**Spectral representation and moment sum rules of the phonon propagator: the two lines of Ge-rich Si–Ge**

**1. Conventions and spectral form**

$H=\sum_i p_i^2/2M_i+V(\{u\})$, with $V$ independent of the momenta but otherwise arbitrary, so anharmonicity is allowed. The index $i$ labels atom and Cartesian direction. Take $Q=\sum_i c_iu_i$ with real $c_i$, a canonical ensemble with level probabilities $p_n$, and time dependence $e^{-i\omega t}$. Define

$$G_R(t)=-\frac{i}{\hbar}\theta(t)\langle[Q(t),Q(0)]\rangle .$$

A perturbation $-F(t)Q$ gives $\delta\langle Q\rangle=-G_R(\omega)F$. Inserting eigenstates, with $\omega_{mn}=(E_m-E_n)/\hbar$,

$$B(\omega)=-\frac1\pi{\rm Im}\,G_R(\omega)=\frac1\hbar\sum_{nm}(p_n-p_m)|Q_{nm}|^2\delta(\omega-\omega_{mn}),\qquad G(\zeta)=\int_{-\infty}^{\infty}\frac{B(\omega)\,d\omega}{\zeta-\omega}.$$

$B$ is odd (swap $n,m$) and $B\ge0$ for $\omega>0$ (there $p_n>p_m$). One oscillator: $G=1/[M(\zeta^2-\omega_0^2)]$, $B=[\delta(\omega-\omega_0)-\delta(\omega+\omega_0)]/2M\omega_0$.

**2. Sum rules**

Let $m_k=\int_{-\infty}^{\infty}\omega^kB\,d\omega$, over the whole axis, i.e. twice the positive half for odd $k$. Differentiate $\langle[Q(t),Q]\rangle=\hbar\int Be^{-i\omega t}d\omega$ at $t=0$, using $\dot u_i=p_i/M_i$, $\ddot u_i=-\partial_iV/M_i$ and stationarity to move one time derivative across the commutator:

$$m_1=\frac i\hbar\langle[\dot Q,Q]\rangle=\sum_i\frac{c_i^2}{M_i},\qquad m_3=\frac i\hbar\langle[\ddot Q,\dot Q]\rangle=\sum_{ij}\frac{c_ic_j\langle\partial_i\partial_jV\rangle}{M_iM_j},\qquad m_{-1}=-G(0).$$

- For a single displacement: $m_1=1/M$ and $m_3=\langle\partial^2V/\partial u^2\rangle/M^2$.
- $m_{-1}$ is the $\omega\to0$ compliance at frozen $p_n$. The isothermal one exceeds it by $[\sum_{E_n=E_m}p_n|Q_{nm}|^2-\langle Q\rangle^2]/k_BT$. This vanishes in a harmonic crystal, where $Q$ always changes a phonon number.
- $m_{-1}$ is finite only if $Q$ does not overlap a free translation.
- A damped-oscillator shape $B=\Gamma\omega/\{\pi M[(\omega^2-\omega_0^2)^2+\Gamma^2\omega^2]\}$ obeys the $m_1$ and $m_{-1}$ rules, but $\omega^3B\to\Gamma/\pi M$ makes $m_3$ diverge. True wings fall faster.

Define $\omega_{\rm static}^2=m_1/m_{-1}$ and $\omega_{\rm rms}^2=m_3/m_1$. Write $\omega B=(B/\omega)^{1/2}(\omega^3B)^{1/2}$. Cauchy–Schwarz gives $m_1^2\le m_{-1}m_3$, so

$$\omega_{\rm static}^2\le\omega_{\rm rms}^2 .$$

Equality needs $\omega^2$ constant on the support of $B$: one sharp pair $\pm\omega_0$. For two lines with shares $w$ and $1-w$ of $m_1$,

$$\Delta\equiv\frac{\omega_{\rm rms}^2}{\omega_{\rm static}^2}-1=w(1-w)\frac{(\omega_+^2-\omega_-^2)^2}{\omega_+^2\omega_-^2}.$$

**3. Setting**

At middle compositions Si–Ge typically shows three optical lines, labelled Ge–Ge, Si–Ge and Si–Si. Two lines dominate when one species is dilute. Take random ${\rm Si}_x{\rm Ge}_{1-x}$ with $x=0.02$. The chance that a Si atom has a Si neighbour is $1-0.98^4=8\,\%$, so a Ge-like line and a Si local mode remain.

Coordinate: $Q=N^{-1/2}\sum_ls_lu_{lx}$ over $N$ atoms, $s_l=\pm1$ on the two diamond sublattices (zone-centre optical pattern). Inputs: $M_{\rm Si}=28.09$, $M_{\rm Ge}=72.63$ amu and a typical Ge zone-centre energy $\hbar\omega_{\rm Ge}=37.3$ meV. Wanted: the energy of the Si line, its share $w$ of $m_1$, and $\Delta$.

**4. Estimate by hand**

Round to masses 28 and 73, ratio $r\approx2.6$, and 37 meV. Same springs everywhere.

- Position. The optical mode is a bond stretch, so scale with the reduced mass. $1/\mu$ grows by $(1+r)/2=1.8$, and $\hbar\omega_+\approx37\sqrt{1.8}\approx50$ meV. A Si atom in a rigid Ge cage feels half the staggered stiffness, factor $r/2=1.3$, 42 meV. The neighbours do recoil, so take 50 meV.
- Weight. Each atom brings $1/M$ to $m_1$. Give the Si part to the Si line: $w\approx xr/[1+x(r-1)]=0.052/1.032\approx0.05$.
- Gap. $\Delta\approx0.05\times0.95\times0.8^2/1.8\approx0.017$.

**5. Careful calculation**

*Model.* Harmonic, mass disorder only, nearest-neighbour force constants. A bond along $(\pm1,\pm1,\pm1)$ with signs $\sigma_a$ has the stiffness matrix $k_{ab}=(K/8)[\delta_{ab}+\eta\,\sigma_a\sigma_b(1-\delta_{ab})]$, with typical $\eta=0.7$ as input. The four $k_j$ at a site add to $K/2$, the on-site constant. The staggered pattern is an eigenvector of the force-constant matrix $\Phi$ with eigenvalue $K=M_{\rm Ge}\omega_{\rm Ge}^2=24.2$ eV/Å$^2$. Units from here on: $K=M_{\rm Ge}=1$, $\lambda=\omega^2/\omega_{\rm Ge}^2$, $\mu_l=M_{\rm Ge}/M_l$, $r=2.586$, $\delta=r-1=1.586$, $\epsilon=1-1/r=0.613$.

*Exact moments.* $G=s^T(\lambda M-\Phi)^{-1}s/N$. Since $\Phi s=s$ and $s$ is orthogonal to a translation, $m_{-1}=1$ for every arrangement of masses, i.e. $1/K=0.0414$ Å$^2$/eV. Next, $m_1=\bar\mu=1+x\delta=1.0317$. In $m_3$ the on-site term carries $\tfrac12\langle\mu^2\rangle$ and the bond terms carry $\tfrac12\bar\mu^2$, the sites being independent:

$$m_3=\bar\mu^2+\sigma^2,\qquad\sigma^2=\tfrac12x(1-x)\delta^2=0.02464 .$$

Hence $\hbar\omega_{\rm static}=37.9$ meV, $\hbar\omega_{\rm rms}=38.3$ meV, a gap of 0.44 meV, and $\Delta=\sigma^2/\bar\mu^2=0.023$. None of this depends on $\eta$.

*What the rules say about the upper line.* The measure $d\nu=2B\,d\omega/\omega$ on $\omega>0$ has norm 1, mean $\bar\mu$ and variance $\sigma^2$ in $\lambda$. Let $y_0=\lambda_0-\bar\mu>0$ and $b=\sigma^2/y_0$. Then $\nu(\lambda\ge\lambda_0)\le\langle(\lambda-\bar\mu+b)^2\rangle/(y_0+b)^2=\sigma^2/(\sigma^2+y_0^2)$. A sharp line at $\lambda_0$ therefore has

$$w\le\frac{\lambda_0}{\bar\mu}\,\frac{\sigma^2}{\sigma^2+y_0^2},$$

with equality when all the rest sits in one line at $\lambda_-=\bar\mu-\sigma^2/y_0$. So a strict two-line spectrum is fixed by the three rules once $\lambda_0$ is known. To first order in $x$ the ceiling on the line's contribution $W$ to $m_1$ is $W_{\max}=x(\delta^2/2)\lambda_0/(\lambda_0-1)^2$, with $\delta^2/2=1.257$.

*Position and weight for isolated Si.* The defect subtracts $\epsilon\lambda$ from $G^{-1}$ on one site. With the host on-site function $g(\lambda)$, a scalar by tetrahedral symmetry, the t-matrix is $\epsilon\lambda/(1-h)$ with $h=\epsilon\lambda g$. The host propagator for $Q$ is $1/(\lambda-1)$, so

$$G=\frac1{\lambda-1}+\frac{x}{(\lambda-1)^2}\frac{\epsilon\lambda}{1-h},\qquad h(\lambda_L)=1,\qquad W=\frac{x\,\epsilon\lambda_L}{(\lambda_L-1)^2|h'(\lambda_L)|}.$$

The lattice is bipartite, so host levels come in pairs $\lambda=\frac12\pm t$. Every $k_j$ is non-negative for $0\le\eta\le1$, so $\Phi\ge0$ and $t^2\le\frac14$. With $z=\lambda-\frac12$,

$$g=\Big\langle\frac{z}{z^2-t^2}\Big\rangle,\qquad\langle t^2\rangle=S=\sum_j(k_j^2)_{xx}=\frac{1+2\eta^2}{16}=0.1238 .$$

The kernel is convex in $t^2$, so it lies above its tangent at $S$ and below its chord:

$$\frac{z}{z^2-S}\le g\le\frac{1-4S}{z}+\frac{4Sz}{z^2-\frac14}.$$

Above the band $h$ falls with $\lambda$, so the two forms bound $\lambda_L$. The lower one gives $z^2-\frac\delta2z-rS=0$. Between them lies a host that can be summed by hand, the periodic 16-atom cell ($\Gamma$, three X, four L points). Its 24 values of $t^2$ are $\frac14$ (3 times), $\eta^2/4$ (6), $0$ (3), $[(1-2\eta)/4]^2$ (4) and $[(1+\eta)/4]^2$ (8), with mean $S$.

| host | $\lambda_L$ | $\hbar\omega_L$ (meV) | $W/x$ | $W_{\max}/x$ |
|---|---|---|---|---|
| lower form | 1.587 | 47.0 | 5.59 | 5.79 |
| 16-atom cell | 1.599 | 47.2 | 5.29 | 5.60 |
| upper form | 1.613 | 47.4 | 4.98 | 5.40 |

The outer rows bound the position strictly. For $W$ they are only the two extreme hosts. The middle row reaches 94 % of the ceiling, the rest being disorder-activated weight inside the host band. It gives $w=5.29x/\bar\mu=0.103$ at first order.

*Finite $x$.* Resum in the average-t-matrix approximation: $G=1/(\lambda-1-\Sigma)$ with $\Sigma=\bar t/(1+\bar tg)$ and $\bar t=x\epsilon\lambda/(1-h)$, i.e. $\Sigma=x\epsilon\lambda/[1-(1-x)h]$. This form keeps $m_1$ exact. With the lower host the pole moves by $+0.026$ in $\lambda$, or 0.4 meV, and $W/x$ drops to 5.32, by 5 %. Applied to the middle row: $\lambda_0\approx1.625$, i.e. 47.5 meV, and $w\approx0.10$. The finite-$x$ ceiling at this $\lambda_0$ is 0.103, with $\lambda_-=0.990$, i.e. 37.1 meV. Si pairs are outside this single-site scheme and split off part of the line, for the 8 % of Si atoms concerned.

*Neglected terms.*

- $\eta$ from 0.6 to 0.8 moves the lower-form energy from 46.5 to 47.5 meV.
- Further neighbours replace the $\frac12$ in $\sigma^2$ by $\Phi_{00}/K$, the on-site constant over the staggered one. $\Delta$ follows in proportion.
- Force-constant disorder. A typical Si energy of 64.5 meV gives $K_{\rm Si}/K_{\rm Ge}=1.16$. As a crude size, stiffen the four Si–Ge bonds by half of that, $\gamma=0.08$. The lower host amounts to neighbours that move as $u_j=-k_ju_0/z$ with all further atoms fixed. For unit $u_0$ along $x$, the four bonds contribute $\frac12+2S/z+S_3/z^2$ to $u^T\Phi u$, with $S_3=\sum_j(k_j^3)_{xx}=0.0361$, against the norm $u^TMu=1/r+S/z^2$. The ratio is 1.54, which is 97 % of $\lambda_L$. So $\lambda_L$ rises by $1.54\gamma$ to 1.71, or 1.8 meV. To first order $m_3$ gains $x\gamma(r+1)^2/2$ and $m_{-1}$ loses $2x\gamma$, so the coefficient $(m_3-2m_1+m_{-1})/x$ in $W_{\max}$ goes from 1.257 to 1.61. The two changes oppose each other and $W_{\max}/x$ moves only from 5.79 to 5.46.

The position is thus uncertain by about 2 meV, which rivals its distance from the hand value. $\Delta$ is sensitive too, since that coefficient is its first-order numerator and grows by 28 %. The weight is stable.

*Result of the mass-disorder model:* Si line at 47 to 48 meV, $w\approx0.10$, $\Delta=0.023$.

The moments of a harmonic crystal do not depend on temperature, but intensities do. If all bonds have the same polarisability derivative, light couples to $Q$ and the Stokes area of a line scales as (share)$\,\times(n+1)/\omega$, with the Bose factor $n$. At 300 K this factor for 47.5 meV is 0.71 of that for 37.1 meV, so the area ratio is $0.71\times0.10/0.90\approx0.08$.

**6. Why estimate and calculation differ**

| | hand | careful |
|---|---|---|
| $\hbar\omega_+$ (meV) | 50 | 47.5 |
| $w$ | 0.05 | 0.10 |
| $\Delta$ | 0.017 | 0.023 |

*Position.* The quadratic $z^2-\frac\delta2z-rS=0$ contains both hand pictures. $S=0$ gives $\lambda=r/2$, the rigid cage. $S=\frac14$ gives $\lambda=(1+r)/2$, the reduced mass: a dimer, in which one partner carries the whole coupling $\frac12$ and $S=(\frac12)^2$. In diamond the same total coupling is split over four bonds, and $S$, a sum of squares, is at most $\frac3{16}$ (central forces, $\eta=1$). Here it is 0.1238, about halfway. Four Ge atoms share the recoil, the effective partner is heavier than one Ge atom, and the line lies below 50 meV. The square root compresses the whole range of $S$ into 42 to 50 meV, so the hand value cannot miss by much.

*Weight.* The $m_1$ rule fixes the total, not its division between lines. A normal mode with $\sum_lM_lu_l^2=1$ contributes $(\sum_ls_lu_l)^2/N$: amplitudes add before squaring. In the local mode the neighbours move against the Si atom, which is the staggered pattern itself, so they add with the same sign. Project the equation of motion $(\lambda-\Phi)u=\epsilon\lambda u_0\,\hat e_0$, with $\hat e_0$ the unit vector on the Si site, on $s$:

$$\sum_ls_lu_l=a\,u_0,\qquad a=\frac{\epsilon\lambda_L}{\lambda_L-1}.$$

With $p_0=u_0^2/r$ the share of kinetic energy on Si, $W=xr\,a^2p_0$. The residue of the on-site propagator $g/(1-h)$ gives $p_0=1/(r\epsilon\lambda_L|h'|)$. The hand estimate set $a=p_0=1$. The middle row has $a=1.64$, $a^2=2.68$, $p_0=0.76$ and $a^2p_0=2.05$. Delocalisation costs about a quarter of the kinetic energy on Si, coherence gains a factor 2.68. The net factor two is large because the local mode lies only 0.6 above the host line in $\lambda$, and $a$ carries that denominator.

The surplus is borrowed. Alloying adds only $x\delta=1.586x$ to $m_1$, the Si line takes $5.29x$, so the host band loses $3.7x$ where the hand count removed $x$.

*Gap.* $\Delta$ needs neither position nor weight, and it tests any guessed pair. The hand weight 0.05 placed at $\lambda_+=1.625$, $\lambda_-=0.990$ gives $\Delta=0.012$, half the exact 0.023: with lines at these positions only a doubled weight supplies the variance that $m_3$ demands. The hand value 0.017 came closer only because its splitting was too wide, 0.8 against 0.635 in $\lambda$, and the splitting enters squared. Two misjudgements of opposite sign partly cancelled.